**Q.** I have the 5d wave of lanthanum from a scalar-relativistic PBE atom next to the pseudo wave of its PAW dataset. Both columns are $u(r) = rR(r)$, so $u^2\,dr$ is the probability of finding the electron in a shell of thickness $dr$. Three sizes stand out. Inside 1 bohr the columns differ by up to 0.3 bohr$^{-1/2}$, half the height of the outer maximum. Between 1.3 and 2.1 bohr they differ by up to 0.03, and beyond that by 0.0023 or less. About 0.6 of the electron sits inside the 3 bohr sphere.

Calculated values. atompaw 4.2.0.5, PAW dataset for La from a scalar-relativistic PBE atom with a [Kr] 4d10 core and the reference valence configuration 4f0 5s2 5p6 5d1 6s1 6p1. The waves are u = rR(r) for the 5d shell, with the pseudo wave built by the RRKJ scheme with Gram-Schmidt orthogonalisation and matched to the all-electron wave at 3 bohr.

| radius (bohr) | all-electron wave (bohr^(-1/2)) | pseudo wave (bohr^(-1/2)) |
| --- | --- | --- |
| 0.231 | 0.1281 | 0.0033 |
| 0.462 | -0.2346 | 0.0254 |
| 0.692 | -0.2443 | 0.0785 |
| 0.923 | -0.0285 | 0.1651 |
| 1.154 | 0.2118 | 0.2764 |
| 1.385 | 0.4025 | 0.3954 |
| 1.615 | 0.5295 | 0.5021 |
| 1.846 | 0.6012 | 0.5812 |
| 2.077 | 0.6307 | 0.6240 |
| 2.308 | 0.6308 | 0.6321 |
| 2.538 | 0.6123 | 0.6146 |
| 2.769 | 0.5825 | 0.5831 |
| 3.000 | 0.5469 | 0.5469 |

What decides the shape of the pseudo wave in there? My first thought is that it irons out the wiggles and keeps the same charge inside the sphere.

**A.** That is norm conservation, and many pseudopotentials impose it. It makes a sharp claim: the integral of $u^2$ from 0 to 3 bohr is the same for both columns. A trapezoid sum over the rows gives 0.609 for the all-electron wave and 0.580 for the pseudo wave, which is 4.8 % below the all-electron value.

**Q.** Thirteen points across a wave with two nodes is a coarse sum. Could 0.029 be integration error?

**A.** Its size could be off, so split the integral at 0.923 bohr. Above that both curves are smooth, and a spline gives 0.5794 for the all-electron wave and 0.5766 for the pseudo wave. Below it the smooth pseudo wave holds 0.0047. Equal norms would leave the inner all-electron part only $0.0047 + 0.5766 - 0.5794 = 0.0019$. The rows at 0.462 and 0.692 lie in one lobe with a single extremum, so $|u|$ between them is at least 0.2346. That strip alone holds $0.2308 \times 0.2346^2 = 0.0127$, over six times what is allowed. The pseudo wave is short of charge by at least about 0.011, whatever happens between the other points. The numbers rule out norm conservation.

**Q.** Then a second idea. The nodes near 0.31 and 0.95 bohr are there because 5d must be orthogonal to the core 3d and 4d. Perhaps the pseudo wave is the 5d wave before that orthogonalisation, so that $u_{AE} = u_{PS} - c_3 u_{3d} - c_4 u_{4d}$.

**A.** The premise is standard: the third d state of a spherical potential has two radial nodes, and that keeps it orthogonal to the two below. The difference $\Delta = u_{AE} - u_{PS}$ also sits where a core would, with 98.5 % of $\int \Delta^2 dr$ inside 1.154 bohr. The equation claims more than that. The core orbitals are deeply bound and negligible at 3 bohr, where the columns are equal, so no overall factor can be slipped in. Since $u_{AE}$ is orthogonal to both core orbitals, squaring gives $N_{PS} = N_{AE} + c_3^2 + c_4^2$, and the excess equals $\int \Delta^2 dr$. The rows put that integral near $+0.05$. The table has the pseudo norm smaller, so the sign is wrong.

**Q.** Is there a test that needs no integral?

**A.** Count the sign changes of $\Delta$. A mixture of 3d and 4d vanishes where $u_{4d}/u_{3d}$ takes a fixed value. The slope of that ratio is the Wronskian $W = u_{3d}u_{4d}' - u_{4d}u_{3d}'$ over $u_{3d}^2$, and the radial equation in rydberg units gives $W' = (E_{3d} - E_{4d})\,u_{3d}u_{4d}$. This changes sign once, at the 4d node, while $W$ vanishes at the origin and at infinity, so $W$ keeps one sign. The ratio is monotonic and the mixture has at most one zero. The argument is exact for the non-relativistic equation and approximate for this scalar-relativistic atom. The table shows three sign changes, near 0.31, 1.36 and 2.27 bohr. The last goes from $+0.0067$ to $-0.0013$, far above the rounding of the fourth decimal. The close match at 1.385 is therefore a neighbour of a crossing, and the gap reopens to 0.0274 at 1.615.

The 4f wave of the same run makes the point again. There is no f shell in the core, so your picture would leave 4f untouched. Yet at 0.692 bohr its all-electron value is 0.9159 and its pseudo value 0.1684, and the pseudo wave is the lower one at each point out to 1.615 bohr, so its norm is not conserved either.

**Q.** So orthogonality explains the all-electron column and says little about the pseudo column. What is left?

**A.** A construction that ignores the interior and looks only at the sphere's surface. Think of a free particle with $l = 2$ in an empty spherical cavity of radius $r_c$, whose wall demands a given logarithmic slope. Its waves are $f(qr)$ with $f(x) = x j_2(x) = (3/x^2 - 1)\sin x - (3/x)\cos x$. The wall condition $x f'(x)/f(x) = r_c u'/u$ at $x = q r_c$ picks a ladder of wave numbers $q_1, q_2, \dots$ The RRKJ option this dataset uses is a two-term variant for PAW; the original RRKJ scheme has more terms and does conserve the norm. It takes the wall condition from the all-electron wave and adds the two lowest cavity modes:

$$u_{PS}(r) = a_1 f(q_1 r) + a_2 f(q_2 r).$$

Each mode has the right logarithmic slope, so any sum has it too. The two amplitudes are then fixed by the value and the curvature at $r_c$. The analogy stops at the shapes. The sum is no eigenstate of the cavity, the $q^2$ are no levels of lanthanum, and the binding at $-3.96$ eV comes from the potential and projectors. It does explain the start: $f \propto x^3$, and the first two rows give an exponent of 2.94, a little under $l + 1 = 3$ as the wave begins to bend.

**Q.** How well does it do?

**A.** With the slope and both amplitudes fitted to all thirteen pseudo values, $r_c u'/u = -0.887$, $q_1 = 1.399$ and $q_2 = 2.525$ bohr$^{-1}$, $a_1 = 0.649$ and $a_2 = 0.147$. Take the row at 2.077 bohr, which was part of the fit. There $x_1 = 1.399 \times 2.077 = 2.906$ and $x_2 = 2.525 \times 2.077 = 5.244$, the formula gives $f = 0.853$ and $0.478$, and $u = 0.649 \times 0.853 + 0.147 \times 0.478 = 0.624$, the tabulated value to three decimals. The worst miss is 0.00017 at 1.385 bohr. That is about three times the rounding of the wave, but the curve is steep there and a shift of the radius within its own rounding would cover it. The row-by-row residuals are printed after this exchange.

**Q.** Why two modes? One already matches value and slope.

**A.** One mode misses by 0.234 at 1.615 bohr, and the curvature tells why. From $f'' = (6/x^2 - 1)f$, a mode has $u''/u = 6/r_c^2 - q^2$ at the wall, which is $0.667 - 1.96 = -1.29$ bohr$^{-2}$ for the first. The 5d wave is near its inflection at 3 bohr, the edge of the classically allowed region, and the fit gives $u''/u = -0.044/0.5469 = -0.08$. Let $w$ be the share of the second mode in the value at the wall. Then $0.667 - 1.96(1-w) - 6.37w = -0.08$, so $w = (0.747 - 1.96)/4.41 \approx -0.275$. The second mode has passed its node before 3 bohr and is negative there, so a negative share means a positive $a_2$. Inside that node the two modes add, which draws the maximum in from near the wall to between 2.077 and 2.308 bohr, where the true one lies. Nothing in these conditions refers to the charge, so the norm comes out as it may.

**Q.** A fit to the pseudo column with the form that made it can hardly fail. What has been tested?

**A.** It identifies the construction and says nothing about accuracy, and the equality at 3.000 is imposed. A partial check uses the all-electron column alone: slope and curvature from a polynomial through its last rows, then the recipe with nothing fitted. Six rows predict the pseudo wave to 0.0049 and five rows to 0.0181, the difference being mainly the curvature, $-0.061$ or $+0.019$, with the fitted $-0.044$ in between. The table is consistent with curvature matching without proving it. The ratio of the gaps at 2.538 and 2.769 is 3.8, with 3.1 to 4.8 allowed by rounding. With the crossing at 2.27 bohr taken into account, contact in curvature gives 4.3 and contact in value and slope only gives half of that, below the allowed range. The ratio leans towards curvature matching, though both estimates assume the simplest shape for the gap.

**Q.** If the inner shape and the charge are both off, why is the dataset not simply wrong?

**A.** PAW adds back the difference between all-electron and pseudo partial waves inside the sphere, weighted by projectors, and a compensation charge restores the electrostatic moments outside. That is how the method is built, so the gap of 0.3228 at 0.692 bohr is no error. Accuracy shows at energies away from the two d reference waves. In this run the d scattering phase stays within 0.001 rad of the all-electron one from $-5$ Ry to just above 1 Ry, then is off by about 0.3 rad near 3 Ry.

**Q.** What should I expect for a smaller radius, and may I trust the whole dataset?

**A.** As long as $r_c u'/u$ is below 3, the second root $x = q_2 r_c$ stays between the first two zeros of $j_2$, so $q_2^2$ grows roughly as $1/r_c^2$. The first root can lie anywhere below the first zero and falls as the slope rises on moving inward, so $q_1^2$ lags behind that law. A smaller sphere gives a harder wave that must equal the true one over more of its range. Here $q_2^2$ is 6.37 Ry and the d level is within 0.01 mRy at a 21 Ry cutoff. That the first causes the second is plausible but untested, since the projectors also set the cutoff. The empty 4f, matched at 1.9 bohr, is still 12.96 mRy too high at 30 Ry.

The settings of this dataset were drawn at random and not tuned, and the 5d result does not carry over to the other channels. The s phase error is $-0.006$ rad at $-0.2$ Ry, has made most of a jump by $-\pi$ at 0.28 Ry and then levels off a little short of $-\pi$, which points to an extra unbound s state that a search for bound ghosts does not see. The wave itself belongs to an excited reference, 5d¹6s¹6p¹ with the empty 4f below 5d and no spin-orbit splitting, so the slope and curvature at 3 bohr, and with the slope both $q$, would shift for 5d¹6s². All these tests are atomic, and they bound the error in a solid without giving it.

Numerical output:

```
even grid step 0.2308 bohr, off printed radii by at most 0.0005; waves rounded to 0.00005
nodes by linear interpolation (bohr): AE [0.31, 0.95]  PS []
sign changes of AE-PS (bohr): [0.31, 1.36, 2.27] ; B allows at most one
PS exponent from first two rows 2.94 (rounding +-0.02; l+1 = 3)
norm inside 3.0 bohr, trapezoid: AE 0.609 PS 0.580; PS-AE -0.029 (-4.8 %)
predicted PS-AE: A 0.000; B = integral of (AE-PS)^2 = +0.053
share of that integral inside 1.154 bohr: 98.5 %
norm below 0.923 bohr (coarse for AE): AE 0.0304 PS 0.0047
norm above: trapezoid AE 0.5789 PS 0.5752; spline AE 0.5794 PS 0.5766
A needs inner AE norm 0.0019; AE lobe 0.462-0.692 bohr alone gives at least 0.0127
C fit: r u'/u -0.887, u'' -0.044 bohr^-5/2, a1 0.649 a2 0.147
q1 1.399 q2 2.525 1/bohr; q1^2 1.96 q2^2 6.37 Ry
norm of fitted form 0.5807
C from last 5 AE rows, degree 3: r u'/u -0.857, u'' +0.019, worst miss 0.0181
C from last 6 AE rows, degree 4: r u'/u -0.893, u'' -0.061, worst miss 0.0049
radius, AE-PS, then model minus PS (bohr^-1/2): C fit, C from 6 AE rows, one Bessel term
0.231 +0.1248 +0.00004 -0.0000 -0.0022
0.462 -0.2600 -0.00005 -0.0004 -0.0165
0.692 -0.3228 +0.00006 -0.0010 -0.0496
0.923 -0.1936 +0.00006 -0.0022 -0.1002
1.154 -0.0646 -0.00005 -0.0035 -0.1581
1.385 +0.0071 -0.00017 -0.0047 -0.2079
1.615 +0.0274 +0.00014 -0.0049 -0.2339
1.846 +0.0200 +0.00001 -0.0049 -0.2277
2.077 +0.0067 +0.00002 -0.0039 -0.1889
2.308 -0.0013 +0.00002 -0.0026 -0.1287
2.538 -0.0023 -0.00007 -0.0012 -0.0650
2.769 -0.0006 +0.00002 -0.0002 -0.0172
3.000 +0.0000 +0.00000 -0.0000 +0.0000
C fit: rms 0.00007, worst 0.00017 at 1.385 bohr
C from 6 AE rows: rms 0.00293, worst 0.00493 at 1.615 bohr
one Bessel term: rms 0.13710, worst 0.23394 at 1.615 bohr
largest |AE-PS| 0.3228 at 0.692; beyond 1.3 bohr 0.0274 at 1.615
gap ratio of rows 2.538/2.769: 3.8 (rounding 3.1-4.8)
expected ratio: quadratic contact 4, cubic 8, cubic with crossing at 2.27 bohr 4.3
```
